Question: How large is the momentum-transfer cross section for a pure −C₄/r⁴ attraction, and what mobility does it give for O₂⁻ in CO₂?

I model the afterglow of a CO₂/O₂ ashing plasma near 300 K and need a low-field mobility for O₂⁻ in CO₂. I know the Langevin capture cross section σ_L, but mobility needs the momentum-transfer cross section Q₁, which people write as 1.105 σ_L. My back-of-envelope number is more than twice what that gives. Where does 1.105 come from, what does it assume about captured ions, and why is the simple estimate so far off?

Answer

The factor 1.105 is the sum of 0.207 from trajectories that miss capture and 0.898 from captured ones that rebound from a vanishingly small hard core. If captured ions leave with no memory of direction, the factor is 1.207. The simple estimate fails mainly because it finds the radius of the capture orbit and mistakes it for the capture impact parameter.

Conventions

The potential is V(r) = −C₄/r⁴ with C₄ = α e²/(8πε₀), where α is the polarisability volume of the neutral. E = m_r g²/2 is the energy of relative motion, g the relative speed at infinity, m_r the reduced mass, b the impact parameter and χ the centre-of-mass deflection angle, negative for net bending towards the centre. Then

Q₁(E) = 2π ∫ (1 − cos χ) b db.

The mobility μ_i is drift velocity over field. The reduced mobility is K₀ = μ_i N/N₀, with N the gas density and N₀ = 2.6868×10²⁵ m⁻³ the ideal-gas density at 273.15 K and 101325 Pa. The inputs are a typical static α ≈ 2.9 Å³ for CO₂ and masses of 32.00 u and 44.01 u.

1. Estimate by hand

Take α ≈ 3 Å³ and e²/(4πε₀) ≈ 14 eV Å, so C₄ ≈ 21 eV Å⁴; call it 20. A thermal collision at 300 K has E ≈ 0.04 eV. Suppose that a collision scrambles the direction of motion when the ion passes close enough for the attraction to match its kinetic energy, and does nothing otherwise. That distance b* obeys C₄/b*⁴ = E, so b*⁴ ≈ 500 Å⁴, b*² ≈ 22 Å², b* ≈ 4.7 Å, and σ* = πb*² ≈ 70 Å².

With m_r ≈ 20 u, and 1 u worth about 0.93×10⁹ eV of rest energy, g = c √(2E/m_r c²) ≈ 620 m/s; call it 600. At N₀ ≈ 2.7×10²⁵ m⁻³ the collision frequency is ν = N₀ g σ* ≈ 1.1×10¹⁰ s⁻¹. Each such collision removes on average the momentum m_r times the drift velocity, so μ_i = e/(m_r ν). With e/u ≈ 10⁸ C/kg, e/m_r ≈ 5×10⁶ C/kg and

K₀(hand) ≈ 4.5×10⁻⁴ m²/(V s) = 4.5 cm²/(V s).

The estimate has the right scaling. Since σ* ∝ E^(−1/2) and g ∝ E^(1/2), the product gσ* does not depend on energy, so the loose choice of E costs nothing and K₀ ∝ 1/√(α m_r) is independent of temperature.

2. Careful calculation

Capture threshold. Conservation of energy and angular momentum makes the radial kinetic energy E(1 − b²/r²) + C₄/r⁴. It vanishes where b² = r² + C₄/(E r²). The right-hand side has its minimum at r_c = (C₄/E)^(1/4), where it equals 2√(C₄/E). Hence there is no turning point below

b_L = (4C₄/E)^(1/4) = √2 r_c,  σ_L = πb_L² = 2π√(C₄/E).

At b = b_L the ion approaches an unstable circular orbit of radius r_c.

Deflection angle. Put u = b/r and s = β² = (b/b_L)². The polar angle swept on the way in is

Φ = ∫ du / √(1 − u² + u⁴/(4s²)),

from u = 0 to the turning point, or to u = ∞ (r = 0) if there is none. If the outward path mirrors the inward one about the line through the innermost point, χ = π − 2Φ and 1 − cos χ = 2cos²Φ. Because 2πb db = σ_L ds,

q ≡ Q₁/σ_L = ∫ 2cos²Φ ds,

a pure number. Below, K(m) = ∫₀^(π/2) dφ/√(1 − m sin²φ) is the complete elliptic integral with parameter m = k².

Outside, s > 1. The quartic factorises as (1 − u²/u₁²)(1 − u²/u₂²) with 1/u₁² + 1/u₂² = 1 and u₁²u₂² = 4s². Define k = u₁/u₂ < 1. The first relation gives u₁² = 1 + k², the second s = (1 + k²)/(2k), that is k = s − √(s² − 1). The substitution u = u₁ sin φ gives

Φ_out = √(1 + k²) K(k²).

With |ds| = (1 − k²)/(2k²) dk,

q_out = ∫₀¹ cos²Φ_out (1 − k²)/k² dk = 0.2073.

For distant passes k → 1/(2s). Expanding K(m) = (π/2)(1 + m/4 + …) and √(1 + m) = 1 + m/2 + … gives χ → −(3π/4)k² = −3π/(16β⁴) = −3πC₄/(4Eb⁴), which is also what the sideways impulse along a straight path gives. Near s = 1 the logarithmic divergence of K gives 2Φ_out ≈ (1/√2) ln[32/(s − 1)], the signature of orbiting.

Inside, s < 1. The ion reaches r = 0, and the potential alone does not say what happens next. The angle swept on the way there is finite, because the integrand falls as 2s/u². Put u = √(2s) t and then t = tan(φ/2). The identity 1 − 2st² + t⁴ = (1 + t²)²[1 − ((1 + s)/2) sin²φ], together with dt = (1 + t²)dφ/2 and φ running from 0 to π, gives

Φ_in = √(2s) K((1 + s)/2),

with 2Φ_in ≈ √2 ln[32/(1 − s)] near s = 1. The average that matters is

⟨cos 2Φ_in⟩ = ∫₀¹ cos 2Φ_in ds = −0.1021.

Three rules for the centre give three answers.

(a) Specular rebound from a hard core whose radius tends to zero. The path is mirrored, χ = π − 2Φ_in, q_in = 1 + ⟨cos 2Φ_in⟩ = 0.8979 and q = 1.1052.

(b) Loss of memory. If the exit direction is isotropic, or merely symmetric between forward and backward, then ⟨cos χ⟩ = 0, q_in = 1 and q = 1.2073.

(c) Passage through the centre. The polar angle gains an extra π, so χ = −2Φ_in, q_in = 1 − ⟨cos 2Φ_in⟩ = 1.102 and q = 1.309.

Rule (a) is the small-core limit of the hard sphere plus polarisation model that Langevin treated in 1905, and it defines the conventional polarisation limit. Sample values under rule (a), with the impulse formula beside them where it has a meaning:

β      χ (deg)    1 − cos χ    impulse χ (deg)
0.25   103.8      1.238
0.50   19.8       0.059
0.75   −89.4      0.990
0.90   −199.5     1.942
1.02   −94.9      1.085        −31.2
1.10   −40.6      0.241        −23.1
1.20   −22.9      0.079        −16.3
1.50   −7.5       0.0086       −6.7

From Q₁ to the mobility. In one collision the ion's momentum changes by m_r(g′ − g), where g and g′ are the relative velocity vectors before and after. For elastic scattering its azimuthal average is −m_r(1 − cos χ)g. The mean drag is therefore −m_r N ⟨|g|Q₁ g⟩. Here |g|Q₁ = q k_L is a constant, with the Langevin rate coefficient

k_L = gσ_L = 2π √(α e²/(4πε₀ m_r)).

It leaves the average, and ⟨g⟩ is the drift velocity v_d because the gas has zero mean velocity. Balancing the drag against the force eF of the field gives eF = m_r N q k_L v_d, with no assumption about the ion velocity distribution. Within the model this holds at any field and temperature. Hence μ_i = e/(m_r N q k_L), the charge cancels, and

K₀ = √(4πε₀) / (2π q N₀ √(α m_r)) = (15.33/q) / √(α m_r) cm²/(V s),

for α in Å³ and m_r in u. The first Chapman–Enskog approximation, μ_i = (3e/16N) √(2π/(m_r kT))/Ω with Ω = [2(kT)³]⁻¹ ∫ E² Q₁ exp(−E/kT) dE, reproduces this exactly, since Q₁ ∝ E^(−1/2) gives Ω = (3√π/8) Q₁(kT). The three rules yield

(a) K₀ = 13.87/√(α m_r),  (b) 12.70/√(α m_r),  (c) 11.71/√(α m_r).

Numbers for the model of O₂⁻ in CO₂. With e²/(4πε₀) = 14.40 eV Å, C₄ = 20.9 eV Å⁴, and m_r = 18.53 u. At the mean thermal energy E = 3kT/2 = 0.0388 eV, g = 635 m/s, b_L = 6.81 Å, r_c = 4.82 Å, σ_L = 146 Å², and Q₁ = 161 Å² under rule (a). The angular momentum at the edge of capture is m_r g b_L ≈ 126 ħ, so classical orbits are justified. The passage time b_L/g ≈ 1.1 ps is long against the 50 fs period of the CO₂ bend (typical wavenumber 667 cm⁻¹), which is why the static polarisability, vibrational part included, is the appropriate input. Further, k_L = 9.3×10⁻¹⁰ cm³/s and √(α m_r) = 7.33, so the model gives

K₀ = 1.89 (a), 1.73 (b), 1.60 (c) cm²/(V s).

At 100 Pa and 300 K, N = 2.41×10²² m⁻³, and rule (a) means N q k_L = 2.5×10⁷ s⁻¹ and μ_i = 2.1×10³ cm²/(V s).

3. Why 4.5 and 1.89 differ by a factor 2.4

The ratio splits as 2 × 1.105 × 1.08.

Rounding, 1.08. The hand recipe with unrounded inputs has σ* = 73 Å², ν = 1.24×10¹⁰ s⁻¹ and e/m_r = 5.21×10⁶ C/kg, which gives 4.18 cm²/(V s), and 4.5/4.18 = 1.08. The frequency was rounded down more than e/m_r was. The remaining factor, 2q = 2.21, is physics and is the same for every ion, gas and energy in this model.

Focusing, exactly 2. The condition |V| = E defines b* = (C₄/E)^(1/4), which is r_c, the radius of the unstable orbit. The estimate found the right distance of approach but treated the ion as flying straight up to it. An attractive force bends the path inwards and speeds the ion up. On the critical orbit the kinetic energy is E + |V| = 2E, the speed is √2 g and it is purely tangential, so conservation of angular momentum reads g b_L = √2 g r_c, and b_L² = 2r_c². An ion aimed 6.81 Å off centre ends up circling at 4.82 Å. Repairing this one step, with σ_L in place of σ*, turns the estimate into 15.33/7.33 = 2.09 cm²/(V s).

The rest, 1.105 = 1 + 0.207 − 0.102, corrects the two halves of the all-or-nothing rule.

The +0.207 says that misses count. One might try to get it from the impulse formula: ∫₁^∞ (χ²/2) ds with χ = −3π/(16s²) equals 3π²/512 = 0.058, well under a third of the true value. The table shows why. The impulse angle is fair at β = 1.5 but a factor of three too small at β = 1.02, because bending brings the ion closer, where the r⁻⁵ force is stronger, and the ion lingers near the barrier top. The thin ring 1 < β < 1.032 (k > 0.7) has an area of only 0.064 σ_L and yet supplies 0.083 σ_L, which is 40 per cent of q_out. The far tail is unimportant, since 1 − cos χ falls as β⁻⁸.

The −0.102 says that capture followed by a clean rebound does not randomise. The word spiralling misleads here. A full turn on the way in, Φ_in > 2π, occurs only in the outer 0.4 per cent of the capture disc. Over the rest, χ is a smooth function that starts at 180° for a head-on rebound, passes through zero near β = 0.55, and reaches −180° shortly before β = 0.9. The average of cos 2Φ_in is then a sum of partly cancelling pieces: −0.260 from 0 < s < 0.5, +0.182 from 0.5 < s < 0.95 and −0.024 from the remainder. The broad, nearly forward band around β = 0.55 outweighs the backward spot at the centre, which has little area, so ⟨cos χ⟩ = +0.102 and captured ions keep a tenth of their forward momentum. Adding an isotropic capture region to the outer part therefore gives 1.207 and not 1.105. The two differ by 9 per cent, and the pure r⁻⁴ potential cannot decide between them.

How far to trust this for the real pair

The four-figure constants belong to the idealised potential. For O₂⁻ in CO₂ several neglected effects are as large as the corrections just discussed, or larger.

The core is not small. Take a typical contact distance r₀ ≈ 3 Å. At β = 1 the quartic is (1 − u²/2)², and the part of 2Φ swept inside r₀ is √2 ln[(r_c + r₀)/(r_c − r₀)] = 2.1 rad. A real core removes that much phase from cos 2Φ_in near the rim, so the −0.102 is not protected. The orbit radius r_c shrinks to r₀ at E = C₄/r₀⁴ = 0.26 eV. Above that energy, in strong drift fields and certainly in sheaths, the repulsive wall sets the cross section and the r⁻⁴ result does not apply.

The captured pair is sticky. O₂⁻ binds to CO₂ as CO₄⁻, typically by about 0.8 eV, and a deep well with many internal modes favours a complex that lives through some rotation and exits symmetrically. In that case ⟨g′⟩ = 0 even if energy has moved into internal modes, so the drag of rule (b) holds, and 1.73 is the more defensible bare-ion value of the model. If a third body stabilises the complex, the drifting ion is CO₄⁻, with m_r = 27.87 u and a rule (a) value of 1.54 from the mass alone.

The quadrupole is the largest omission. CO₂ has no dipole, but its quadrupole moment is typically Θ ≈ −4.3 D Å, or −0.90 e Å², in the convention where a charge q_i at angle θ from the axis has energy q_iΘP₂(cos θ)/(4πε₀r³). For an anion this is +12.9 P₂ eV Å³/r³. At r_c it is +0.115 eV on the axis and −0.058 eV broadside, facing the carbon, against −0.0388 eV from polarisation. It averages to zero over free rotation, but with a typical rotational constant of 0.39 cm⁻¹ a molecule with rotational energy kT needs 0.9 ps for half a turn, about the passage time, and the broadside well is deeper than kT, so the molecule partly aligns. A rough ceiling comes from locking it broadside, which adds −C₃/r³ with C₃ = 6.4 eV Å³. The capture condition becomes b² = min[r² + C₄/(Er²) + C₃/(Er)], which at 0.0388 eV has its minimum near 5.6 Å and equals 78 Å², or 1.7 times b_L². Scaling Q₁ by that factor would bring 1.89 down to about 1.1, and K₀ would acquire a temperature dependence. The ceiling is generous, because alignment is incomplete and the broadside polarisability of CO₂ is typically only about half the axial one.

All of this makes 1.89 cm²/(V s) the model's number for a point ion and a spherical, quadrupole-free neutral. As typical knowledge and not as a measurement, small negative ions drifting in CO₂ near room temperature, usually clustered, show reduced mobilities around 1.2 to 1.3 cm²/(V s), so the polarisation limit for bare O₂⁻ overshoots what a CO₂-rich afterglow is likely to show by roughly half. Memory loss in the complex, the heavier cluster ion and the quadrupole each push the mobility in that direction.